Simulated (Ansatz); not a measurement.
**Ligand exchange: SiH2(SiH3)Cl + C2H6OSn → SiH2(OH)(SiH3) + C2H5ClSn**

Species: SiH2(SiH3)Cl, singlet; C2H6OSn `C[CH2][Sn][OH]`, singlet; SiH2(OH)(SiH3) (disilanol), singlet; C2H5ClSn `C[CH2][Sn][Cl]`, singlet. The partners trade Cl for OH: Si–Cl and Sn–OH bonds give way to Si–OH and Sn–Cl.

Shapes, held fixed at every level: PBE0-D4/def2-TZVP. Flexible molecules stand in one conformer, not always the lowest. Programs: Ansatz 0.2.0. The zero-point and thermal change to 298 K, harmonic and unscaled (PBE0-D4/def2-TZVP), is +1.4 kJ/mol.

| level | kind | ΔH(298 K) (kJ/mol) | less CCSD(T)/def2-TZVPP |
| --- | --- | --- | --- |
| HF/def2-TZVPP | Hartree–Fock | -77.5 | -22.2 |
| SPW92/def2-TZVPP | LDA | -49.6 | +5.7 |
| PBE-D4/def2-TZVPP | GGA | -49.0 | +6.3 |
| PBE0-D4/def2-TZVPP | global hybrid | -56.7 | -1.4 |
| MP2/def2-TZVPP | perturbation theory | -55.1 | +0.2 |
| CCSD(T)/def2-SVP | coupled cluster or CI | -52.0 | +3.3 |
| CCSD(T)/def2-TZVPP | coupled cluster or CI | -55.3 | 0.0 |

The highest level, CCSD(T)/def2-TZVPP, gives ΔH(298 K) = -55.3 kJ/mol; the levels span -77.5 to -49.0. The column of differences is taken from that level and isn't an error. No measured value is set beside it here. For atoms past krypton def2 sets carry core potentials with scalar relativity. Correlated rows may include outer-core shells of Sn, which these sets cover unevenly.

The exchange is exothermic at every level, so the preference for Si–OH plus Sn–Cl over Si–Cl plus Sn–OH doesn't hinge on the treatment of correlation. The zero-point and thermal change is only +1.4 kJ/mol, which makes the driving force essentially electronic. Silicon gains more than tin from binding oxygen rather than chlorine: its smaller, harder centre forms a short, strongly polar Si–O bond, whereas the larger, softer tin(II) centre gives up less when hydroxide is replaced by chloride.

Hartree–Fock exaggerates this preference, giving -77.5 kJ/mol. Correlation therefore stabilises the reactants more than the products, and its contributions don't cancel even though the bonds are merely exchanged. MP2 recovers nearly all of this differential effect, which suggests that it is mainly dynamic correlation. Enlarging the coupled-cluster basis changes the enthalpy far less than adding correlation to Hartree–Fock does. The result applies to isolated monomers; association of the tin(II) species through bridging hydroxide or chloride could shift the balance in condensed phases.
